# Mean ratio of consecutive level spacings: solution key

## 1. Model, definitions and premises

The system is an open two-leg ladder of spinless fermions with rungs $j=1,\dots,L$ and legs $a,b$:

$$H=-t\sum_{j}\left(e^{i\varphi/2}c^\dagger_{j+1,a}c_{j,a}+e^{-i\varphi/2}c^\dagger_{j+1,b}c_{j,b}+\text{h.c.}\right)-t_\perp\sum_j\left(c^\dagger_{j,a}c_{j,b}+\text{h.c.}\right)+V\sum_{\langle kl\rangle}n_kn_l+\sum_k\epsilon_kn_k .$$

The site energies $\epsilon_k$ are independent random numbers on all $2L$ sites, $V$ acts on every bond, and $\varphi=2\pi\Phi/(h/e)$ measures the flux $\Phi$ per plaquette. Energies are in units of $t$. For ordered levels $E_n$ at fixed particle number $N$,

$$s_n=E_{n+1}-E_n,\qquad \rho_n=\frac{s_{n+1}}{s_n},\qquad r_n=\min(\rho_n,1/\rho_n)=\frac{\min(s_n,s_{n+1})}{\max(s_n,s_{n+1})}\in[0,1].$$

This ratio was introduced by Oganesyan and Huse (2007). Three premises are used.

- **P1 (localised regime).** The eigenstates carry a full set of quasi-local conserved occupations. States adjacent in energy differ in many of them and are not mixed by $H$, so the levels in a narrow window are taken as independent random numbers.
- **P2 (ergodic regime).** Within one symmetry sector the local statistics are those of the Gaussian ensemble with the same antiunitary symmetry. This is the random-matrix conjecture, assumed and not proved.
- **P3 (surmise).** The statistics of two adjacent spacings are approximated by those of a $3\times3$ matrix, the smallest that has two spacings (Atas, Bogomolny, Giraud and Roux, 2013).

**Folding rule.** Let $p(\rho)$ be the density of $\rho$ on $(0,\infty)$. A value $r<1$ arises from $\rho=r$ or $\rho=1/r$, and $|d(1/r)/dr|=1/r^2$, so $P(r)=p(r)+p(1/r)/r^2$. If the joint density of the two spacings is symmetric under their exchange, $\rho$ and $1/\rho$ have the same law, the two terms are equal and

$$P(r)=2p(r),\qquad 0\le r\le1 .$$

## 2. Symmetry class of the ladder

A symmetry that constrains the statistics is one operator, independent of the realisation, that commutes with $H$ for every set $\{\epsilon_k\}$.

**Step 1.** Two realisations that differ only in $\epsilon_k$ differ by a real multiple of $n_k$. The symmetry, unitary or antiunitary, therefore commutes with every $n_k$. The Fock states $|\alpha\rangle$ are non-degenerate joint eigenvectors of the $n_k$, so each is mapped to itself up to a phase $e^{i\theta_\alpha}$.

**Step 2 (unitary case).** Commutation with $H$ gives $H_{\beta\alpha}(e^{i\theta_\beta}-e^{i\theta_\alpha})=0$. Hopping connects all Fock states of given $N$, so all phases are equal. The $N$ sector does not split further.

**Step 3 (antiunitary case).** With $\Theta|\alpha\rangle=e^{i\theta_\alpha}|\alpha\rangle$ and $\Theta$ conjugating coefficients, $\Theta H|\alpha\rangle=H\Theta|\alpha\rangle$ reads $H_{\beta\alpha}^*e^{i\theta_\beta}=H_{\beta\alpha}e^{i\theta_\alpha}$. Multiplying these relations round a closed loop of Fock states cancels the phases, so the product of the matrix elements round any loop must be real.

**Step 4.** Take a Fock state with one fermion on a plaquette and carry it once round, forward on leg $a$ and back on leg $b$. The product is $\pm t^2t_\perp^2e^{i\varphi}$, where the sign comes from fermion ordering. It is real only for $\varphi=0$ or $\pi$ modulo $2\pi$. At those values the gauge change that moves the phases to the rungs, as $e^{\pm ij\varphi}=\pm1$, makes $H$ real symmetric: the orthogonal class (GOE, $\beta=1$). At any other flux no antiunitary symmetry exists and $H$ is complex Hermitian: the unitary class (GUE, $\beta=2$).

## 3. Poisson levels

**Spacings.** By P1, place $M$ levels independently and uniformly in a window of width $M\Delta$. The probability that an interval of length $s$ is empty is $(1-s/M\Delta)^M\to e^{-s/\Delta}$ for $M\to\infty$, and in this limit the counts in disjoint intervals are independent. The distance from a level to the next then has density $e^{-s/\Delta}/\Delta$, whatever lies below. In units of $\Delta$ two successive spacings have the symmetric joint density $e^{-s_1-s_2}$.

**Ratio.** With $\delta(\rho-s_2/s_1)=s_1\,\delta(s_2-\rho s_1)$,

$$p(\rho)=\int_0^\infty ds_1\,s_1e^{-s_1(1+\rho)}=\frac1{(1+\rho)^2},\qquad P(r)=\frac{2}{(1+r)^2}.$$

Normalisation holds: $\int_0^1P\,dr=2(1-\tfrac12)=1$.

**Moments.** Write $r=(1+r)-1$. Then

$$\langle r\rangle=2\int_0^1\left[\frac1{1+r}-\frac1{(1+r)^2}\right]dr=2\ln2-1=0.3863,$$

$$\langle r^2\rangle=2\int_0^1\left[1-\frac2{1+r}+\frac1{(1+r)^2}\right]dr=3-4\ln2=0.2274 .$$

The standard deviation of a single ratio is $\sigma_{\rm P}=\sqrt{\langle r^2\rangle-\langle r\rangle^2}=0.280$.

## 4. Joint eigenvalue density of the Gaussian ensembles

The weight is $e^{-\frac12{\rm tr}H^2}$ times the flat measure on the independent real components of $H$. The energy scale is arbitrary because $r$ is dimensionless.

**Step 1.** Write $H=U\Lambda U^\dagger$ with $\Lambda={\rm diag}(E_i)$ and $U$ orthogonal ($\beta=1$) or unitary ($\beta=2$). Let $\delta=U^\dagger dU$; from $U^\dagger U=1$ follows $\delta^\dagger=-\delta$. Then $U^\dagger dH\,U=d\Lambda+[\delta,\Lambda]$ with $[\delta,\Lambda]_{ij}=\delta_{ij}(E_j-E_i)$, where $\delta_{ij}$ is a matrix element of $\delta$.

**Step 2.** The commutator has no diagonal part, so the cross terms drop out of the invariant line element:

$${\rm tr}\,(dH)^2=\sum_idE_i^2+2\sum_{i<j}(E_i-E_j)^2|\delta_{ij}|^2 .$$

**Step 3.** The flat measure is, up to a constant, the volume element of this metric. Each $\delta_{ij}$ with $i<j$ has $\beta$ real components, each stretched by a factor proportional to $|E_i-E_j|$. The weight does not depend on $U$, so the integral over $U$ gives a constant, and

$$\mathcal P(\{E_i\})\propto\prod_{i<j}|E_i-E_j|^\beta\;e^{-\frac12\sum_iE_i^2}.$$

## 5. The $3\times3$ distribution

**Step 1 (remove the centre).** For $E_1<E_2<E_3$ use $\bar E=\frac13\sum_iE_i$, $s_1=E_2-E_1$, $s_2=E_3-E_2$. The map is linear, so its Jacobian is constant. The identity $\sum_iE_i^2=3\bar E^2+\frac13\sum_{i<j}(E_i-E_j)^2$ gives $\sum_iE_i^2=3\bar E^2+\frac23(s_1^2+s_1s_2+s_2^2)$. Integration over $\bar E$ leaves

$$\mathcal P(s_1,s_2)\propto[s_1s_2(s_1+s_2)]^\beta\,e^{-(s_1^2+s_1s_2+s_2^2)/3},$$

which is symmetric in $s_1,s_2$, so the folding rule applies.

**Step 2 (ratio).** Set $s_2=\rho s_1$, $ds_2=s_1d\rho$, $Q=1+\rho+\rho^2$. Since $\int_0^\infty s^{3\beta+1}e^{-Qs^2/3}ds=\frac12\Gamma(1+\frac{3\beta}2)(3/Q)^{1+3\beta/2}$,

$$p_\beta(\rho)=\frac1{Z_\beta}\frac{(\rho+\rho^2)^\beta}{(1+\rho+\rho^2)^{1+3\beta/2}} .$$

**Step 3 (angle variable).** Put $u=\frac{\sqrt3}2(s_1+s_2)=R\cos\theta$ and $v=\frac12(s_1-s_2)=R\sin\theta$, so that $R^2=u^2+v^2=s_1^2+s_1s_2+s_2^2$. Inverting,

$$s_{1,2}=\frac u{\sqrt3}\pm v=\frac{2R}{\sqrt3}\sin\left(\frac\pi6\pm\theta\right),\qquad s_1+s_2=\frac{2R}{\sqrt3}\cos\theta,\qquad|\theta|<\frac\pi6 .$$

Because $\sin(\frac\pi6+\theta)\sin(\frac\pi6-\theta)=\frac14-\sin^2\theta=\cos^2\theta-\frac34$ and $\cos3\theta=4\cos^3\theta-3\cos\theta$,

$$4\sin\left(\tfrac\pi6+\theta\right)\sin\left(\tfrac\pi6-\theta\right)\cos\theta=\cos3\theta. \tag{A}$$

Hence $(\rho+\rho^2)/Q^{3/2}=s_1s_2(s_1+s_2)/R^3=\frac{2}{3\sqrt3}\cos3\theta$. From $\rho=\sin(\frac\pi6-\theta)/\sin(\frac\pi6+\theta)$ the quotient rule and the sine addition formula give $|d\rho/d\theta|=\sin\frac\pi3/\sin^2(\frac\pi6+\theta)$, while $Q=R^2/s_1^2=3/[4\sin^2(\frac\pi6+\theta)]$. Therefore $|d\rho|/Q=\frac2{\sqrt3}|d\theta|$ and

$$p_\beta(\rho)\,|d\rho|=\frac1{Z_\beta}\frac2{\sqrt3}\left(\frac2{3\sqrt3}\right)^\beta\cos^\beta3\theta\;|d\theta| .$$

**Step 4 (normalisation).** Define $D_\beta=\int_0^{\pi/6}\cos^\beta3\theta\,d\theta$, so $D_1=\frac13$ and $D_2=\frac\pi{12}$. The full range gives $2D_\beta$:

$$Z_1=\frac2{\sqrt3}\cdot\frac2{3\sqrt3}\cdot\frac23=\frac8{27},\qquad Z_2=\frac2{\sqrt3}\cdot\frac4{27}\cdot\frac\pi6=\frac{4\pi}{81\sqrt3}.$$

After folding,

$$P_{\rm GOE}(r)=\frac{27}4\frac{r+r^2}{(1+r+r^2)^{5/2}},\qquad P_{\rm GUE}(r)=\frac{81\sqrt3}{2\pi}\frac{(r+r^2)^2}{(1+r+r^2)^4}.$$

These vanish as $r^\beta$ at small $r$, which is level repulsion, whereas the Poisson density starts at 2.

## 6. Mean ratios

On $0\le\theta\le\pi/6$ one has $s_2\le s_1$ and $r=\rho$, so $\langle r\rangle_\beta=D_\beta^{-1}\int_0^{\pi/6}r\cos^\beta3\theta\,d\theta$. Identity (A) cancels the denominator of $r$:

$$r\cos3\theta=4\sin^2\left(\tfrac\pi6-\theta\right)\cos\theta=2\cos\theta\left[1-\cos\left(\tfrac\pi3-2\theta\right)\right]=A-B-C,$$

with $A=2\cos\theta$, $B=\cos(\frac\pi3-\theta)$, $C=\cos(\frac\pi3-3\theta)$, by $2\cos x\cos y=\cos(x+y)+\cos(x-y)$. All integrals below run from $0$ to $\pi/6$.

**GOE.** $\int A=1$, $\int B=\frac{\sqrt3-1}2$, $\int C=\frac{\sqrt3+1}6$. Then $\int(A-B-C)=\frac43-\frac{2\sqrt3}3$, and division by $D_1=\frac13$ gives

$$\langle r\rangle_{\rm GOE}=4-2\sqrt3=0.5359 .$$

**GUE.** One more factor $\cos3\theta$ enters:

- $A\cos3\theta=\cos2\theta+\cos4\theta$, integral $\frac{\sqrt3}4+\frac{\sqrt3}8=\frac{3\sqrt3}8$;
- $B\cos3\theta=\frac12[\cos(2\theta+\frac\pi3)+\cos(4\theta-\frac\pi3)]$, integral $\frac12[0+\frac{\sqrt3}4]=\frac{\sqrt3}8$;
- $C\cos3\theta=\frac12[\frac12+\cos(6\theta-\frac\pi3)]$, integral $\frac\pi{24}+\frac{\sqrt3}{12}$.

The first minus the other two is $\frac{\sqrt3}6-\frac\pi{24}$, and division by $D_2=\frac\pi{12}$ gives

$$\langle r\rangle_{\rm GUE}=\frac{2\sqrt3}\pi-\frac12=0.6027 .$$

**Width for the GUE.** Here $r^2\cos^23\theta=(A-B-C)^2$. The same product formula gives $\int A^2=\frac\pi3+\frac{\sqrt3}2$, $\int B^2=\frac\pi{12}$, $\int C^2=\frac\pi{12}+\frac{\sqrt3}{12}$, $\int2AB=\frac\pi6+\frac{\sqrt3}2$, $\int2AC=\sqrt3$, $\int2BC=\frac{3\sqrt3}8$. With the signs $+,+,+,-,-,+$ the total is $\frac\pi3-\frac{13\sqrt3}{24}$, so

$$\langle r^2\rangle_{\rm GUE}=4-\frac{13\sqrt3}{2\pi}=0.4164,\qquad\sigma_{\rm GUE}=0.231 .$$

## 7. Range of validity

**Truncation to three levels.** The Poisson result is exact under P1. The GOE and GUE results are exact for $3\times3$ matrices only. The truncation can be measured at $\beta=0$, where the levels are independent and a large matrix gives Poisson statistics in the bulk. For three levels $\theta$ is uniform. With $\psi=\theta+\frac\pi6$, $r=\sin(\frac\pi3-\psi)/\sin\psi=\frac{\sqrt3}2\cot\psi-\frac12$, and the average over $\frac\pi6<\psi<\frac\pi3$ is $\frac{3\sqrt3}{2\pi}\ln3-\frac12=0.4085$. This exceeds $2\ln2-1$ by $0.022$, so $p_\beta$ must not be used at $\beta=0$. For $\beta=1,2$ the shift to large matrices is not derived here; numerical work puts it at approximately a few thousandths, downward. For a many-body spectrum the GUE surmise should thus be carried to two figures, $0.60$.

**Varying density of states.** Let $E=f(x)$ with $x$ of unit mean spacing, so $f'=\Delta=1/\nu(E)$, where $\nu$ is the smooth density of states. Then $\rho$ acquires the factor $1+\eta$ with $\eta=f''/f'=-\Delta\,d\ln\nu/dE$. To first order $r$ changes by $+\eta r$ when $\rho<1$ and by $-\eta r$ when $\rho>1$. The two cases have equal weight by the exchange symmetry, so $\langle r\rangle$ shifts only at order $\eta^2$. No unfolding is needed if $|\eta|\ll1$.

**One sector, no hidden symmetry.** Levels of different $N$ do not repel, and merging sectors drives $\langle r\rangle$ towards the Poisson value. If the disorder is equal on the two sites of each rung, Step 1 of Section 2 fails. Complex conjugation reverses $\varphi$ and leg exchange restores it, so their product is an antiunitary symmetry that squares to $+1$, and the class is GOE in spite of the flux.

**Interaction.** For $V=0$ the many-body levels are sums of one-particle energies, every orbital occupation is conserved, and P2 fails at any disorder. A Poisson value signals conserved quantities, not by itself localisation.

**Flux near $0$ or $\pi$.** A small $\varphi$ adds $\delta H\propto\varphi t$ times a sum of order $L$ leg currents, with ${\rm tr}\,\delta H^2/\mathcal D\sim\varphi^2t^2L$ in a sector of dimension $\mathcal D$. Spread evenly over the eigenstates, this gives $|\delta H_{mn}|\sim\varphi t\sqrt{L/\mathcal D}$, against a spacing $\Delta\sim t\sqrt L/\mathcal D$. The GUE value needs $|\delta H_{mn}|\gg\Delta$, that is $\varphi\gg\mathcal D^{-1/2}$ in order of magnitude, and likewise for $|\pi-\varphi|$.

**Scales.** The ratio probes only energies of order $\Delta$. P2 needs the Thouless energy, $\hbar$ over the slowest relaxation time across the ladder, to exceed $\Delta$. Values between the two limits are not universal, and a fall towards the Poisson value at finite $L$ shows a finite-size crossover; it does not prove a localised phase for $L\to\infty$.

## 8. Numerical illustration

All inputs are assumed, and the numbers are the model's.

**One plaquette.** Take $L=2$, $N=2$, $t_\perp=V=t=1$, sites numbered round the ring as $1=(1,a)$, $2=(2,a)$, $3=(2,b)$, $4=(1,b)$, and $\epsilon=(1,-2,0,2)$. With $|kl\rangle=c_k^\dagger c_l^\dagger|0\rangle$, $w=e^{i\varphi/2}$ and the order $12,23,34,14,13,24$,

$$H=\begin{pmatrix}0&0&0&0&-1&1\\0&-1&0&0&-w&-w^*\\0&0&3&0&1&-1\\0&0&0&4&-w&-w^*\\-1&-w^*&1&-w^*&1&0\\1&-w&-1&-w&0&0\end{pmatrix}.$$

The first four diagonal entries contain $V$. The entries $+1$ are hops over the bond $4$–$1$, which pass the other fermion in the ordering. The loop product $H_{13,12}H_{12,24}H_{24,23}H_{23,13}=-e^{i\varphi}$ is complex at generic flux, as Section 2 requires.

The first four states couple only to $13$ and $24$. Eliminate them, with $X=\frac1E+\frac1{E-3}$ and $Y=\frac1{E+1}+\frac1{E-4}$. The remaining $2\times2$ problem has the diagonal shift $X+Y$ and the coupling $-X+e^{-i\varphi}Y$, so $(E-1-X-Y)(E-X-Y)=X^2+Y^2-2XY\cos\varphi$. Clearing the denominators gives

$$E^6-7E^5+3E^4+47E^3-42E^2-38E+30+2\cos\varphi\,(2E-3)^2=0 .$$

At $\varphi=\pi/2$ the last term vanishes and the roots are:

| $n$ | $E_n/t$ | $s_n/t$ | $r_n$ |
|---|---|---|---|
| 1 | $-2.2902$ | $1.3687$ | $0.867$ |
| 2 | $-0.9215$ | $1.5790$ | $0.402$ |
| 3 | $0.6575$ | $0.6353$ | $0.282$ |
| 4 | $1.2928$ | $2.2562$ | $0.516$ |
| 5 | $3.5490$ | $1.1634$ | |
| 6 | $4.7124$ | | |

The mean is $0.517$. For four ratios, counted as independent, the expected scatter $\sigma/\sqrt4$ is $0.12$ (GUE) or $0.14$ (Poisson). The mean lies within these distances of both limits, so this spectrum decides nothing, and six levels are far too few for P2.

**How many ratios are needed.** The GUE mean lies $0.2164$ above the Poisson mean and $0.0668$ above the GOE mean. For a GUE sample to stand three standard errors away one needs $M=(3\sigma_{\rm GUE}/\text{gap})^2$ independent ratios: about $10$ and about $1.1\times10^2$.

**A ladder with $L=7$, $N=7$, $\varphi=\pi/2$.** The dimension is $\mathcal D=\binom{14}7=3432$. The central third holds $1144$ levels and $1142$ ratios. Counting them as independent, the standard error is $0.231/\sqrt{1142}=0.007$ for one realisation and $7\times10^{-4}$ for 100. Neighbouring ratios share a spacing, so this is an estimate, to be replaced in practice by the scatter between realisations. For an assumed Gaussian density of states of width $\sigma_E$, at one width from the centre $|d\ln\nu/dE|=1/\sigma_E$ and $\Delta=\sqrt{2\pi e}\,\sigma_E/\mathcal D$, with $e$ here the base of natural logarithms, so $|\eta|=\sqrt{2\pi e}/\mathcal D=1.2\times10^{-3}$. The central third lies inside this range and the shift of order $\eta^2$ is negligible. The flux scale $\mathcal D^{-1/2}\approx0.02$ is far below $\pi/2$. The model thus predicts $\langle r\rangle\approx0.60$ where P2 holds and $0.39$ where P1 holds. With 100 realisations the statistical bar is below the truncation shift of the surmise, which then limits the comparison.

For a ladder of gate-defined silicon quantum dots with an assumed pitch $d=100$ nm, $\varphi=\pi/2$ needs the perpendicular field $B=(h/e)/(4d^2)=0.103$ T. This is the model's number, and the spinless description holds only if the spin and valley freedoms are frozen on the scale of $t$.